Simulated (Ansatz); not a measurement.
Theory: DFT PBE, scalar-relativistic, plane waves, PAW (Ansatz). Settings: cutoff 420 eV, Γ-centred meshes spaced at most about 0.3 Å⁻¹, and about 0.25 Å⁻¹ or finer for metals (2π included), Gaussian smearing. No spin polarisation in the final relaxations.

Temperature and zero-point effects are left out.

Compare these two cells of Zn4SnN, each relaxed at this level.

A.

Space group Cmmm (No. 65). a = 5.536 Å, b = 12.399 Å, c = 3.010 Å, α = 90.00°, β = 90.00°, γ = 90.00°
```json
{"atom": "Zn", "site": "4i", "symmetry": "m2m", "x": "0.5000", "y": "0.1117", "z": "0.0000"}
{"atom": "Zn", "site": "4f", "symmetry": "..2/m", "x": "0.7500", "y": "0.2500", "z": "0.5000"}
{"atom": "Sn", "site": "2a", "symmetry": "mmm", "x": "0.0000", "y": "0.0000", "z": "0.0000"}
{"atom": "N", "site": "2c", "symmetry": "mmm", "x": "0.5000", "y": "0.0000", "z": "0.5000"}
```

B.

Space group F-43m (No. 216). a = 7.271 Å, b = 7.271 Å, c = 7.271 Å, α = 90.00°, β = 90.00°, γ = 90.00°
| atom | site | symmetry | x | y | z |
| --- | --- | --- | --- | --- | --- |
| Zn | 16e | .3m | 0.3758 | 0.3758 | 0.8758 |
| Sn | 4b | -43m | 0.5000 | 0.0000 | 0.0000 |
| N | 4c | -43m | 0.2500 | 0.2500 | 0.2500 |

Question: Which would you expect to be lower, and how large is the difference?

Answer: A is lower, by 0.39 eV/atom. A has space group Cmmm (No. 65), 17.2 Å³/atom and no gap on its mesh; B has space group F-43m (No. 216), 16.0 Å³/atom and no gap. The shortest distance is 2.05 Å (Zn–N) in A and 2.56 Å (Zn–Zn) in B. The lower one is the more open, so pressure narrows the difference. Even the lower one lies +0.39 eV/atom against the reference forms of the elements (uncorrected), so neither is stable at this level. In A, Zn on a site of symmetry m2m has 2 N at 2.05 Å, 5 Zn at 2.67–2.77 Å, 2 Zn at 3.01 Å and 2 Sn at 3.10 Å; Sn is surrounded by 2 Sn at 3.01 Å, 4 Zn at 3.10 Å and 4 N at 3.15 Å; N is surrounded by 4 Zn at 2.05 Å, 2 N at 3.01 Å and 4 Sn at 3.15 Å; 1 more site not described. In B, Zn has 6 Zn at 2.56–2.59 Å, 3 N at 3.01 Å and 3 Sn at 3.02 Å; Sn has 12 Zn at 3.02 Å and 4 N at 3.15 Å; N is surrounded by 12 Zn at 3.01 Å and 4 Sn at 3.15 Å (long contacts). Both come from invented guesses. A third cell relaxed alike, in P4/mmm, lies 6 meV/atom below the lower of the two.

A magnetic state wasn't ruled out in cells without spin, among them F-43m. Cells relaxed within their symmetry can be saddle points.

The energy ordering follows nitrogen bonding rather than packing density. In A, nitrogen has four Zn neighbours at 2.05 Å, a normal Zn–N bond length, so N 2p states can mix with Zn 4s and 4p and draw charge from the metal. In B the nearest Zn atoms are at 3.01 Å, which leaves nitrogen almost unbonded in a metal cage. The short Zn–Zn contacts and smaller volume of B evidently don't make up for that loss. Sn–N bonding can't explain the difference, since those contacts are long in both cells.

Such weakly bound nitrogen would tend to keep an open 2p shell, so spin polarisation would probably lower B more than A and reduce the gap between them. That even A lies above the elements is plausible, because its Zn–N bonds must repay the cost of breaking the very strong bond in N₂. The slightly lower P4/mmm cell means that the comparison supports A over B, but not Cmmm as the preferred structure for this composition.
